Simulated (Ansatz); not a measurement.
## How methods differ on CH5Si (SMILES C[SiH2])

CH5Si has 7 atoms, charge 0, and is taken as a doublet. SMILES: `C[SiH2]`. Geometry: relaxed at PBE0-D4/def2-TZVP.

```xyz
7

C    -0.1226   -0.8032    0.0952
Si    0.1762    1.0348    0.3140
H    -0.2048   -1.0549   -0.9666
H     0.6992   -1.3833    0.5195
H    -1.0471   -1.1077    0.5895
H    -0.9515    1.8464   -0.2257
H     1.4506    1.4680   -0.3260
```

Each level gives the vertical ionisation energy (to the singlet cation) (eV). The values are calculated.

| level | kind | program | value (eV) | less FCI/STO-3G |
| --- | --- | --- | --- | --- |
| U-revPBE/STO-3G | GGA | Ansatz | 6.07 | +0.81 |
| UB3LYP/STO-3G | global hybrid | Ansatz | 6.14 | +0.88 |
| UBHLYP/STO-3G | global hybrid | Ansatz | 6.07 | +0.81 |
| UPBE0/STO-3G | global hybrid | Ansatz | 6.14 | +0.88 |
| U-wB97M-V/STO-3G | range-separated hybrid | Ansatz | 5.88 | +0.62 |
| UMP2/STO-3G | perturbation theory | Ansatz | 5.32 | +0.06 |
| UCCSD(T)/STO-3G | coupled cluster or CI | Ansatz | 5.26 | 0.00 |
| FCI/STO-3G | exact in the basis | Ansatz | 5.26 | 0.00 |

FCI/STO-3G is exact within its basis and frozen core, so for wave-function methods in that basis the difference is their error; functionals converge differently with the basis, so for them it is only a difference. The values span 5.26 to 6.14 eV. All rows use very small basis sets, so none should be taken for the real molecule's value.

Ionisation removes the unpaired electron from a largely silicon-centred orbital with mixed s and p character, leaving a closed-shell silylium cation. No electron pair is broken, so the change in correlation is modest and both states should be well described by a single reference. This fits the agreement of UCCSD(T) with FCI to the printed precision and the small error of UMP2, +0.06 eV.

The functionals all lie higher, but not in order of their exact exchange: U-revPBE and UBHLYP both give 6.07 eV, while UB3LYP and UPBE0 give 6.14 eV. Their offset may partly reflect correlation that a functional includes through the density but a minimal virtual space cannot express.

Even the FCI value is well below what is expected for a silyl-type radical, probably because the minimal basis describes the spatially extended singly occupied orbital worse than the more compact cation. The radical is pyramidal at silicon whereas silylium centres prefer planarity, so the adiabatic ionisation energy, not computed here, should be lower than the vertical one.
